## Pressure in compressed hexagonal diamond

How hard must hexagonal diamond be squeezed to reach a volume of 5.162 Å³/atom? The calculations around this cell leave a wide gap in volume, and the cell lies near its compressed end. The question is whether a straight line across the gap would do, or whether the bend of the pressure curve has to be counted.

Hexagonal diamond, computed with Ansatz 0.2.0 at the HSE06 level with PAW potentials, spin-unpolarised plane waves up to 420 eV, a 9×9×4 k mesh and fixed occupations. The atomic positions come from r2SCAN and were held fixed in the HSE06 runs. Pressure and stress are positive in compression.

```
volume (Å³/atom)     c/a  shortest distance (Å)  pressure (GPa)  stress xx (GPa)  stress zz (GPa)
           5.092  1.6654                  1.485           51.30            51.20            51.60
           5.162  1.6654                  1.492               ?                ?                ?
           5.656  1.6654                  1.537           -5.70            -5.40            -6.50
           5.741  1.6654                  1.544          -12.30           -11.90           -13.10
           5.914  1.6654                  1.559          -24.20           -23.80           -25.10
           6.090  1.6654                  1.574          -34.80           -34.30           -35.60
```

Each carbon atom has four close neighbours in a three-dimensional covalent network. The stress zz, along the c axis, therefore loads strong bonds just as xx and yy do, and no soft gap between layers takes up the strain. Positive values mean compression. The ratio c/a of the cell edges is the same in every row, so the cells differ almost only by a uniform change of scale.

### Why the curve must bend

The known rows already show a curve that flattens as the crystal expands. Pressure falls by 101 GPa per Å³/atom across the gap, by 78 in the next step, and by only 60 between the two largest cells. A curve of this kind is convex: it lies below a chord within the chord's ends and above that chord's extension outside them.

The hydrogen molecule shows one reason in its simplest form. Pushing its two nuclei together soon meets steep repulsion, while pulling them apart meets an attraction that grows ever more slowly, passes a maximum and finally vanishes. The comparison covers only the shape of the bond's energy curve. The molecule has no volume on which a pressure could act, whereas in the crystal the bond forces are spread over an area that itself shrinks on compression.

Two limits frame the behaviour. For a very small change of volume the force is proportional to the strain, and pressure follows a straight line. For a large compression repulsion takes over, and each further step costs more than the last. The gap lies between these limits, and it is wide enough for the departure from a straight line to show.

### From the bend to a number

If the curve stays convex inside the gap, the pressure sought is bounded without any further model. The chord between the ends of the gap gives at most 44.2 GPa. The line through the next two rows, extended back to the cell in question, gives at least 32.7 GPa.

A physical form for the energy narrows this window. Let V₀ be the volume at zero pressure and f = ½[(V₀/V)^(2/3) − 1] the finite strain, positive in compression. Expanding the energy up to f³ and taking P = −dE/dV gives the Birch–Murnaghan equation:

P = 3B₀ f (1 + 2f)^(5/2) [1 + (3/2)(B₀′ − 4) f]

Here B₀ is the bulk modulus at zero pressure and B₀′ is its rise per unit of pressure. The three constants were fitted to the five known pressures, with V₀ = 5.586 Å³/atom, B₀ = 470 GPa and B₀′ = 3.57. They are static values, without zero-point or thermal motion.

For the cell of 5.162 Å³/atom, which took no part in the fit, f is 0.0270. The equation then reads:

P = 3 × 470 GPa × 0.0270 × 1.141 × 0.983 = 42.7 GPa

The last two factors are the power of (1 + 2f) and the square bracket.

Five rows and three constants leave little room to test the curve, but the total energies offer a separate check. An energy difference divided by the change of volume is the mean pressure on the way. Across the gap it comes to 20.6 GPa, and the fitted equation gives the same. The average of the two end pressures, which is what a straight line implies, is 22.8 GPa. The bend inside the gap is thus confirmed by energies that the fit never used.

### Forecast

The forecast for the pressure is the fitted value, **42.7 ± 0.4 GPa**, below the chord. The range is a judgement, not a statistical interval. It allows for rounded volumes and stresses, for the loose convergence of the stress, and for the choice of equation.

An equation for the pressure alone cannot tell the axes apart. The difference zz less xx is +0.4 GPa in the tightest cell but −1.1 GPa in the cell of 5.656 Å³/atom, so under uniform compression the stress along c rises slightly faster. A smooth quadratic curve through the known differences gives **+0.1 ± 0.3 GPa**, which leaves the sign open. The separate forecasts are **42.6 GPa for xx and 42.8 GPa for zz, each ± 0.4 GPa**.

### The computed values

The withheld rows as computed:

```
volume (Å³/atom)     c/a  shortest distance (Å)  pressure (GPa)  stress xx (GPa)  stress zz (GPa)
           5.162  1.6654                  1.492           42.70            42.70            42.70
```

The computed pressure is 42.7 GPa and agrees with the forecast to the digits printed. The chord is 1.5 GPa too high, several times the stated range, so the bend had to be counted. A parabola through the two end pressures, with its bend set by the energies alone, gives 42.8 GPa. Two different curves therefore lead to nearly the same answer, because both carry the right amount of bending.

The stresses also fall within their ranges, but the small difference between the axes does not appear: xx and zz are equal as printed. The forecast of +0.1 GPa misses by about one unit of the last printed digit, too little to deserve a cause. At this volume the fixed c/a happens to give an almost purely hydrostatic load. The other rows show that this balance does not hold at every volume.

### What sets the amount of bending

A thought experiment separates geometry from chemistry. Suppose that each bond were an ideal spring of length d, with a force proportional to its shortening from d₀. The force acts on an area that scales as d², so the pressure would vary as (d₀ − d)/d². Differentiating this expression gives B₀′ = 1. A pressure that is linear in volume would need B₀′ = −1, so the geometry alone already bends the curve. The fitted value of about 3.6 is far higher, and in this picture the excess comes from bonds that grow stiffer as they shorten.

For practical interpolation the position in the gap matters as well as the amount of bending. For a parabola, the error of a chord grows with the product of the distances to its two ends. The cell examined here lies close to the compressed end and so escapes with a modest error; in the middle of the gap the same parabola would put the chord's error at more than twice as much. Energies at the two ends are then a valuable addition to the pressures, since they record the bend between them. The printed analysis below gives the fits and the comparisons in full.

The analysis program printed:

```
fit of pressure on 5 rows: coefficient of 1.5*((s/vol)**(7/3) - (s/vol)**(5/3)) 470.1 +/- 0.31, coefficient of 0.75*((s/vol)**(2/3) - 1)**2*(s/vol)**(5/3) -300.9 +/- 11, s 5.586; rms 0.027, worst 5.656 -0.0383, leave-one-out rms 0.0649
  rows outside the fit (model, value, miss): 5.162 42.69, 42.7, -0.0136
fit of split on 5 rows: constant -1.098 +/- 0.0041, coefficient of strain -22.91 +/- 0.16, coefficient of strain**2 599.2 +/- 7.2; rms 0.00368, worst 5.914 -0.00697, leave-one-out rms 0.0489
  rows outside the fit (model, value, miss): 5.162 0.1287, 0, 0.129
slope of pressure across the gap 5.092 to 5.656 (GPa per Å³/atom): -101.1
slope of pressure 5.656 to 5.741 (GPa per Å³/atom): -77.65
slope of pressure 5.914 to 6.090 (GPa per Å³/atom): -60.23
upper bound at 5.162 from the chord (GPa): 44.23
lower bound at 5.162 from the extended next line (GPa): 32.66
average of the two end pressures of the gap (GPa): 22.8
mean pressure in the gap from total energies (GPa): 20.56
mean pressure in the gap from Birch-Murnaghan (GPa): 20.57
second forecast at 5.162, parabola with energies (GPa): 42.76
volume at zero pressure (Å³/atom): 5.586
bulk modulus at zero pressure (GPa): 470.1
pressure derivative of the bulk modulus: 3.573
bond shortening from 5.656 to 5.162 (%): 2.928
forecast of stress xx at 5.162 (GPa): 42.64
forecast less computed stress xx at 5.162 (GPa): -0.05648
forecast of stress zz at 5.162 (GPa): 42.77
forecast less computed stress zz at 5.162 (GPa): 0.07221
chord less computed pressure at 5.162 (GPa): 1.526
parabola less computed pressure at 5.162 (GPa): 0.06484
```
